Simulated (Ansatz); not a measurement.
**From SiH3(SnH3) to SiH3(SnCl3): predicting a member**

On one Sn centre that keeps SiH3, n of the H ligands are replaced by Cl. The atomisation energy (no zero-point term) y in kJ/mol at CCSD(T)/def2-TZVPP. Shapes: PBE0-D4/def2-TZVP. Programs: Ansatz 0.2.0.

| molecule | n | y (kJ/mol) |
| --- | --- | --- |
| SiH3(SnH3) | 0 | 1973 |
| SnH2(SiH3)Cl | 1 | ? |
| SnH(SiH3)Cl2 | 2 | 2075 |
| SiH3(SnCl3) | 3 | 2127 |

**Question.** Fit y = c + s·n to the known rows and predict SnH2(SiH3)Cl.

**Answer.** 
1. Means of the 3 rows: n = 1.66667, y = 2058.3.
2. Σ(Δn)² = 4.6667, Σ(Δn·Δy) = 239.33, so the slope is 239.33/4.6667 = 51.285.
3. Intercept: 2058.3 − (51.285) × 1.66667 = 1972.8. The largest residual of the fit is 0.4.
4. SnH2(SiH3)Cl: 1972.8 + (51.285) × 1 = 2024 kJ/mol.

The run gave 2022 kJ/mol, so the prediction is off by +2 kJ/mol, more than the largest residual. The steps are nearly additive. The slope is the difference between a Sn–Cl and a Sn–H bond. Other levels give for SnH2(SiH3)Cl: SPW92/def2-TZVPP 2292; PBE0-D4/def2-TZVPP 2033; CCSD(T)/def2-SVP 1907 kJ/mol. Spin-orbit coupling of the free atoms (H 0, Cl 4 kJ/mol each; the atoms kept shift only the intercept) is left out. Coupled cluster in double- or triple-zeta sets underbinds by a few per cent against its basis-set limit. For atoms past krypton def2 sets carry core potentials with scalar relativity. Outer-core shells of Sn are correlated, in sets that cover them unevenly.

Each replacement of H by Cl on tin raises the atomisation energy, because the Sn–Cl bond is stronger than the Sn–H bond. Chlorine is far more electronegative than tin, so its bond gains a large ionic contribution, whereas hydrogen forms a nearly covalent bond with the diffuse valence orbitals of tin. The near-constant increment suggests that this gain is mostly local to each bond, with little net interaction between chlorines on the same centre. The slope is still an effective quantity, since it also absorbs any change in the Sn–Si bond and in the remaining Sn–H bonds.

The computed monochloride lies slightly below the line, so the first chlorine adds a little less than the later ones. This hints at weak cooperativity, though the difference is too small to assign to a particular electronic effect. That the miss exceeds the largest residual is not surprising: three points fitted with two parameters leave a single degree of freedom, so the residuals say little about predictive error.
